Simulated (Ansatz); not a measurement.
## Ag: energy above lowest point and pressure against volume per atom

Results calculated with Ansatz 0.2.0 development build, not measured. Equation of state of a cubic crystal from periodic Kohn-Sham density functional theory without spin; pressure corrected for the finite basis.

Cell of the first row (space group Fm-3m, No. 225):
```
Ag
1.0
      0.0000     2.0458     2.0458
      2.0458     0.0000     2.0458
      2.0458     2.0458     0.0000
Ag
1
Direct
  0.00000 0.00000 0.00000
```

Settings of every row: formula Ag; structure type fcc; functional PBE; spin treatment none; k mesh 23x23x23; occupation method fermi-dirac; occupation width 0.061225619 eV; wave cutoff 700 eV; datasets soft-1 PAW; density cutoff ratio 4.

Limits: the SCF threshold is loose for a stress in some rows.

| row | volume per atom (Å³) | energy above lowest point (meV/atom) | pressure (GPa) |
| --- | --- | --- | --- |
| 1 | 17.126 | 9.21 | 4.243 |
| 2 | 17.483 | 2.29 | 2.021 |
| 3 | 17.839 | 0 | 0.082 |
| 4 | 18.196 | 1.75 | -1.611 |
| 5 | 18.553 | 7.01 | -3.087 |
| 6 | 18.91 | ? | ? |

Question: what energy above lowest point and pressure should row 6 give?

Worked fit of energy above lowest point. Take u = (V_r/V)^(2/3) − 1 with V_r = 17.839 Å³ an atom, which is twice the finite (Eulerian) strain; such expansions in the strain, on which the Birch-Murnaghan equation of state is built, carry the rest volume and the bulk modulus. The shown rows have u = 0.02757, 0.01353, 0, -0.01312, -0.02582. Least squares give energy above lowest point = −0.001 + 20.2 × u + 11347.4 × u² meV/atom; a straight line predicts inner rows, each left out in turn, worse (root mean square 3.8 against 0.08 meV/atom). The rows lie off it by 0.03, -0.06, 0.00, 0.06, -0.03 (root mean square 0.042 meV/atom). The withheld row has u = -0.03812, so the fit gives −0.001 + 20.2 × (-0.03812) + 11347.4 × (-0.03812)² = 15.72 meV/atom.

The calculation gave 15.35 meV/atom. The fit lies 0.37 meV/atom (2.4 % of the value, 2.4 % of the column's range) above it; its largest miss of a shown row is 0.06 meV/atom. This row lies beyond the range of the fit.

Worked fit of pressure. Take u = (V_r/V)^(2/3) − 1 with V_r = 17.839 Å³ an atom, which is twice the finite (Eulerian) strain; such expansions in the strain, on which the Birch-Murnaghan equation of state is built, carry the rest volume and the bulk modulus. The shown rows have u = 0.02757, 0.01353, 0, -0.01312, -0.02582. Least squares give pressure = 0.0828 + 136.309 × u + 527.32 × u² GPa; a straight line predicts inner rows, each left out in turn, worse (root mean square 0.17 against 0.0043 GPa). The rows lie off it by 0.001, -0.003, -0.001, 0.004, -0.002. The pressure vanishes at u = -0.0006, or V = 17.86 Å³ an atom, and there the bulk modulus at fixed shape and fractions is B = −V dP/dV = (2/3)(1 + u) dP/du = 90.4 GPa. The withheld row has u = -0.03812, so the fit gives 0.0828 + 136.309 × (-0.03812) + 527.32 × (-0.03812)² = -4.347 GPa.

The calculation gave -4.373 GPa. The fit lies 0.026 GPa (0.3 % of the column's range) above it; its largest miss of a shown row is 0.004 GPa. This row lies beyond the range of the fit.
